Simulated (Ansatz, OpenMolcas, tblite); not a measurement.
## CH3BO (Borane carbonyl): methods side by side

CH3BO has 6 atoms, charge 0, and is taken as a singlet. SMILES: `[BH3-]C#[O+]`. Geometry: relaxed at PBE0-D4/def2-TZVP.

```xyz
6

B    -0.2752    0.4197   -0.1999
C     0.4942   -0.7557    0.3593
O     1.0683   -1.6311    0.7763
H    -1.4371    0.1217   -0.0503
H     0.0695    0.4851   -1.3568
H     0.0803    1.3602    0.4715
```

Quantity: the vertical energy of the triplet above the singlet, in eV. The values are calculated.

| level | kind | program | value (eV) | less CCSD(T)/def2-TZVP | CPU time (all runs) |
| --- | --- | --- | --- | --- | --- |
| IPEA1-xTB | semi-empirical | tblite | 6.29 | -0.38 | under 2 s |
| HF/def2-TZVP | Hartree–Fock | OpenMolcas | 6.05 | -0.62 | 43 s |
| SVWN5/def2-TZVP | LDA | Ansatz | 6.24 | -0.43 | 28 s |
| PBE/def2-TZVP | GGA | OpenMolcas | 6.16 | -0.51 | 2.9 min |
| M06-L/def2-TZVP | meta-GGA | OpenMolcas | 6.39 | -0.28 | 4 min |
| TPSS/def2-TZVP | meta-GGA | OpenMolcas | 6.18 | -0.49 | 4 min |
| M06-2X/def2-TZVP | hybrid meta-GGA | OpenMolcas | 6.53 | -0.14 | 4.5 min |
| CAM-B3LYP/def2-TZVP | range-separated hybrid | Ansatz | 6.30 | -0.37 | 2.3 min |
| B2PLYP/def2-TZVP | double hybrid | Ansatz | 6.49 | -0.18 | 2.7 min |
| CCSD(T)/def2-TZVP | coupled cluster or CI | Ansatz | 6.67 | 0.00 | 3 min |

Differences are taken from CCSD(T)/def2-TZVP for orientation; it has basis-set and higher-order errors of its own. The values span 6.05 to 6.67 eV. Times are those of the runs behind each value, whatever else they computed, on shared processors of several kinds: orders of magnitude only.

Every method puts the triplet well above the singlet at this geometry, as expected for a closed-shell donor–acceptor complex. Carbon's lone pair fills the empty orbital on boron, while the B–H bonding orbitals of π symmetry donate weakly into CO π*. Reaching the triplet means unpairing electrons from a stable bonding framework, probably with substantial CO π* character in the upper singly occupied orbital, which accounts for the large gap.

All the other methods fall below the coupled-cluster value, Hartree–Fock furthest at 6.05 eV, probably because it misses more correlation in the paired singlet than in the triplet. Neither the rung of the functional nor the presence of exact exchange orders the results: TPSS lies below SVWN5, and M06-L lies above CAM-B3LYP. M06-2X and B2PLYP come closest to the coupled-cluster value, but one gap in one molecule does not establish their general accuracy. Nor does a large vertical gap imply a strong B–C bond, since dissociation into singlet borane and carbon monoxide requires no spin change.
